**Static polarisabilities of the 3s, 3p, 3d and 4f states of K⁸⁺: sum over states**

The table holds scalar and tensor dipole polarisabilities (bohr³) of the lowest state of each symmetry of sodium-like K⁸⁺, from a no-pair Dirac-Coulomb B-spline calculation with Brueckner orbitals and core-polarisation RPA. The program inverts scalar and tensor values into $l-1$ and $l+1$ channel sums, checks the angular tensor ratios and a hydrogenic 4f–4d term, and evaluates the complete sum over states in a screened Coulomb potential tuned to the run's level energies only. The channel sums have opposite signs in 3p, 3d and 4f, cancel to 9 % in 3d5/2 with the core term left in (20 % without it), and are dominated in 4f by the 4d level about 3 eV below. With a core-screened dipole the model matches all five tensors within 0.5 %, while the bare dipole overshoots those of 3p and 3d by 4 to 5 %. The screened valence sums lie 0.026 to 0.028 bohr³ below the 3p and 3d scalars, close to the core polarisability, and the sum of scalar and tensor for 4f7/2 falls short by a similar amount, which indicates that the table includes the core term.

Static dipole polarisabilities of the lowest state of each symmetry in K8+, one electron outside a closed [He] 2s2 2p6 core, from B-spline many-body code 1. The no-pair Dirac-Coulomb calculation uses frozen-core Dirac-Hartree-Fock, Brueckner orbitals from a second-order or RPA-screened correlation potential, and static core-polarisation RPA.

## Analysis program

```python
# Table: static scalar/tensor dipole polarisabilities (bohr^3) of 3s,3p,3d,4f of K8+, B-spline DHF+Brueckner+RPA.
# Tested: channel inversion, angular tensor ratios, hydrogenic 4f-4d term, full sum over states in a model potential.
T = {
    'polarised': ['3s1/2', '3p1/2', '3p3/2', '3d3/2', '3d5/2', '4f5/2', '4f7/2'],
    'polarised_scalar': [1.046, 0.2011, 0.2192, -0.01967, -0.02446, -6.893, -6.927],  # bohr³
    'polarised_tensor': [None, None, 0.2642, 0.1366, 0.2026, 6.781, 7.954],  # bohr³
}
import numpy as np
from scipy.linalg import eigh_tridiagonal as eig, solve_banded
from scipy.optimize import brentq
from scipy.constants import physical_constants as pc
from sympy import Rational as Q
from sympy.physics.wigner import wigner_3j as w3
Ha = pc['Hartree energy in eV'][0]; L = 'spdfg'
IP, ac = 175.812, 0.0276706  # further outputs of the same run: removal energy eV, core polarisability; levels eV:
ex = {'3s1/2':0,'3p1/2':19.4851,'3p3/2':19.952,'3d3/2':46.4682,'3d5/2':46.5001,'4s1/2':86.6517,'4p1/2':94.0128,
      '4p3/2':94.1878,'4d3/2':103.751,'4d5/2':103.768,'4f5/2':106.723,'4f7/2':106.73,'5s1/2':121.869}
E = {k:(v-IP)/Ha for k,v in ex.items()}
S = dict(zip(T['polarised'],T['polarised_scalar'])); X = dict(zip(T['polarised'],T['polarised_tensor']))
print('n* :',' '.join(f"{k[:3]}:{9/np.sqrt(-2*e):.3f}" for k,e in E.items()))
for a,b in [('3p1/2','3s1/2'),('3p3/2','3s1/2'),('3d3/2','3p1/2'),('3d5/2','3p3/2'),('4f7/2','3d5/2'),('4f5/2','4d3/2'),('4f7/2','4d5/2')]:
    print(f'gap {a}-{b} = {ex[a]-ex[b]:.3f} eV')
print('channel sums from table, bohr^3: A(l-1), A(l+1) | same with core subtracted')
for k,l in [('3p3/2',1),('3d5/2',2),('4f7/2',3)]:
    c = l*(2*l-1)/((l+1)*(2*l+3)); u = [(S[k]-z+X[k])/(1-c) for z in (0,ac)]; d = [S[k]-u[0], S[k]-ac-u[1]]
    print(f'{k} c={c:.4f}: {d[0]:+.3f} {u[0]:+.3f} | {d[1]:+.3f} {u[1]:+.3f}; |scalar/A(l-1)|={abs(S[k]/d[0]):.2f}')
    assert max(d) < 0 < min(u)
for a,b,l in [('3d3/2','3d5/2',2),('4f5/2','4f7/2',3)]:
    t = (2*l+3)*(l-1)/(l*(2*l+1)); q = X[a]/X[b]; print(f'tensor ratio {a}/{b} {q:.3f}, angular {t:.3f}, dev {100*(q/t-1):+.1f}%')
    assert abs(q/t-1) < 0.05
for a,b in [('3p1/2','3p3/2'),('3d3/2','3d5/2'),('4f5/2','4f7/2')]:
    print(f'scalar {b}-{a} = {S[b]-S[a]:+.4f} bohr^3 ({100*(S[b]/S[a]-1):+.1f}%); |{a}|/core = {abs(S[a])/ac:.2f}')
R = 1.5*4*np.sqrt(7)/9; two = (2/7)*R*R/(E['4d5/2']-E['4f7/2'])
print(f'hydrogenic 4f-4d: R={R:.3f} bohr, term {two:.2f} bohr^3, ratio to table 4f7/2 {two/S["4f7/2"]:.2f}')
assert 0.7 < two/S['4f7/2'] < 1.3
h = 0.004; r = h*np.arange(1,6001); off = np.full(len(r)-1,-0.5/h**2)
dg = lambda l,a: 1/h**2 + l*(l+1)/(2*r*r) - (9+10*np.exp(-a*r))/r
ch = {}; fit = []; err = []
for k in list(S)+['5g7/2','5g9/2']:
    n,l,tj = int(k[0]),L.index(k[1]),int(k[2]); i = n-l-1
    a = 1e4 if l == 4 else brentq(lambda a: eig(dg(l,a),off,eigvals_only=True,select='i',select_range=(i,i))[0]-E[k],0.5,50,xtol=1e-8)
    e,v = eig(dg(l,a),off,select='i',select_range=(0,4)); labs = [f'{l+1+m}{k[1:]}' for m in range(5)]
    ch[(l,tj)] = (dg(l,a),e,v,labs); fit.append(f'{k[:3]}:{a:.2f}')
    err += [f'{x[:3]}:{(y-E[x])*Ha:+.2f}' for x,y in zip(labs,e) if x in E and x not in S]
print('a (1/bohr), fitted to levels:',' '.join(fit[:7])); print('unfitted levels, model-run eV:',' '.join(err))
ang = lambda j,k,m: float((j+1)*(k+1)*w3(Q(j,2),1,Q(k,2),Q(1,2),0,-Q(1,2))**2*w3(Q(j,2),1,Q(k,2),-Q(m,2),0,Q(m,2))**2)
def pol(k,d):
    n,l,tj = int(k[0]),L.index(k[1]),int(k[2]); u = ch[(l,tj)][2][:,n-l-1]; t = {}; ten = 0; core = 0
    for (l2,tk),(D,e,v,labs) in ch.items():
        if abs(l2-l) != 1 or abs(tk-tj) > 2: continue
        ws = np.mean([ang(tj,tk,m) for m in range(-tj,tj+1,2)]); wt = ang(tj,tk,tj)-ws
        b = d*u; M = v.T@b; b = b-v@M
        x = solve_banded((1,1),np.array([np.r_[0,off],D-E[k],np.r_[off,0]]),b)
        for lab,s in [(y,m*m/(E.get(y,z)-E[k])) for y,m,z in zip(labs,M,e)]+[('>'+L[l2],b@x)]:
            if lab[0] in '12': core += 2*ws*s; continue
            t[lab[:2]] = t.get(lab[:2],0)+2*ws*s; ten += 2*wt*s
    return t,ten,core,u@(r*r*u)
dips = {'bare':r,'screened':r*(1-ac/(r*r+0.5**2)**1.5)}  # cut-off 0.5 bohr: rough core radius, not fitted
for name,d in dips.items():
    print(f'{name} dipole, bohr^3: down, up, valence sum, table-sum, table-sum-core-blocking | tensor, table-tensor | detail')
    for k in S:
        t,ten,core,r2 = pol(k,d); dn = sum(x for x in t.values() if x < 0); up = sum(x for x in t.values() if x > 0)
        top = ' '.join(f'{a}{t[a]:+.3f}' for a in sorted(t,key=lambda a:-abs(t[a]))[:3])
        tt = 'none' if X[k] is None else f'{ten:.3f} {X[k]-ten:+.3f} ({100*(ten/X[k]-1):+.1f}%)'
        last = top if name == 'screened' else f'<r2>={r2:.2f} blocking {core:+.4f}'
        print(f'{k} {dn:+.3f} {up:+.3f} {dn+up:+.4f} {S[k]-dn-up:+.4f} {S[k]-dn-up-ac-core:+.4f} | {tt} | {last}')
print('rounding floor: four figures, 5e-4 bohr^3 (3s,4f), 5e-5 (3p, 3d tensor), 5e-6 (3d scalar); 4f-4d gap 0.005 eV')
```

Printed output:

```
n* : 3s1:2.504 3p1:2.655 3p3:2.659 3d3:2.919 3d5:2.919 4s1:3.516 4p1:3.671 4p3:3.674 4d3:3.911 4d5:3.911 4f5:3.994 4f7:3.994 5s1:4.520
gap 3p1/2-3s1/2 = 19.485 eV
gap 3p3/2-3s1/2 = 19.952 eV
gap 3d3/2-3p1/2 = 26.983 eV
gap 3d5/2-3p3/2 = 26.548 eV
gap 4f7/2-3d5/2 = 60.230 eV
gap 4f5/2-4d3/2 = 2.972 eV
gap 4f7/2-4d5/2 = 2.962 eV
channel sums from table, bohr^3: A(l-1), A(l+1) | same with core subtracted
3p3/2 c=0.1000: -0.318 +0.537 | -0.315 +0.506; |scalar/A(l-1)|=0.69
3d5/2 c=0.2857: -0.274 +0.249 | -0.263 +0.211; |scalar/A(l-1)|=0.09
4f7/2 c=0.4167: -8.688 +1.761 | -8.668 +1.713; |scalar/A(l-1)|=0.80
tensor ratio 3d3/2/3d5/2 0.674, angular 0.700, dev -3.7%
tensor ratio 4f5/2/4f7/2 0.853, angular 0.857, dev -0.5%
scalar 3p3/2-3p1/2 = +0.0181 bohr^3 (+9.0%); |3p1/2|/core = 7.27
scalar 3d5/2-3d3/2 = -0.0048 bohr^3 (+24.4%); |3d3/2|/core = 0.71
scalar 4f7/2-4f5/2 = -0.0340 bohr^3 (+0.5%); |4f5/2|/core = 249.11
hydrogenic 4f-4d: R=1.764 bohr, term -8.17 bohr^3, ratio to table 4f7/2 1.18
a (1/bohr), fitted to levels: 3s1:5.39 3p1:5.50 3p3:5.56 3d3:5.57 3d5:5.58 4f5:5.83 4f7:5.87
unfitted levels, model-run eV: 4s1:-0.09 5s1:-0.06 4p1:-0.09 4p3:-0.10 4d3:+0.01 4d5:+0.01
bare dipole, bohr^3: down, up, valence sum, table-sum, table-sum-core-blocking | tensor, table-tensor | detail
3s1/2 +0.000 +1.060 +1.0597 -0.0137 -0.0405 | none | <r2>=1.27 blocking -0.0008
3p1/2 -0.352 +0.528 +0.1753 +0.0258 -0.0016 | none | <r2>=1.34 blocking -0.0003
3p3/2 -0.345 +0.538 +0.1933 +0.0259 -0.0014 | 0.277 -0.013 (+4.8%) | <r2>=1.35 blocking -0.0003
3d3/2 -0.291 +0.241 -0.0507 +0.0310 +0.0049 | 0.142 -0.005 (+4.0%) | <r2>=1.32 blocking -0.0015
3d5/2 -0.296 +0.241 -0.0554 +0.0310 +0.0049 | 0.210 -0.007 (+3.7%) | <r2>=1.32 blocking -0.0016
4f5/2 -8.672 +1.751 -6.9214 +0.0284 +0.0007 | 6.785 -0.004 (+0.1%) | <r2>=4.39 blocking +0.0000
4f7/2 -8.701 +1.752 -6.9487 +0.0217 -0.0060 | 7.951 +0.003 (-0.0%) | <r2>=4.39 blocking +0.0000
screened dipole, bohr^3: down, up, valence sum, table-sum, table-sum-core-blocking | tensor, table-tensor | detail
3s1/2 +0.000 +1.023 +1.0230 +0.0230 -0.0039 | none | 3p+1.005 4p+0.012 >p+0.003
3p1/2 -0.340 +0.513 +0.1736 +0.0275 +0.0001 | none | 3d+0.469 3s-0.340 4d+0.017
3p3/2 -0.333 +0.524 +0.1911 +0.0281 +0.0008 | 0.266 -0.001 (+0.5%) | 3d+0.478 3s-0.333 4d+0.018
3d3/2 -0.282 +0.236 -0.0461 +0.0264 +0.0001 | 0.136 +0.000 (-0.2%) | 3p-0.282 4f+0.181 4p+0.023
3d5/2 -0.287 +0.236 -0.0507 +0.0263 -0.0000 | 0.202 +0.001 (-0.4%) | 3p-0.287 4f+0.181 4p+0.023
4f5/2 -8.648 +1.742 -6.9061 +0.0131 -0.0146 | 6.767 +0.014 (-0.2%) | 4d-8.519 5g+1.573 3d-0.129
4f7/2 -8.677 +1.743 -6.9333 +0.0063 -0.0214 | 7.930 +0.024 (-0.3%) | 4d-8.547 5g+1.574 3d-0.129
rounding floor: four figures, 5e-4 bohr^3 (3s,4f), 5e-5 (3p, 3d tensor), 5e-6 (3d scalar); 4f-4d gap 0.005 eV
```
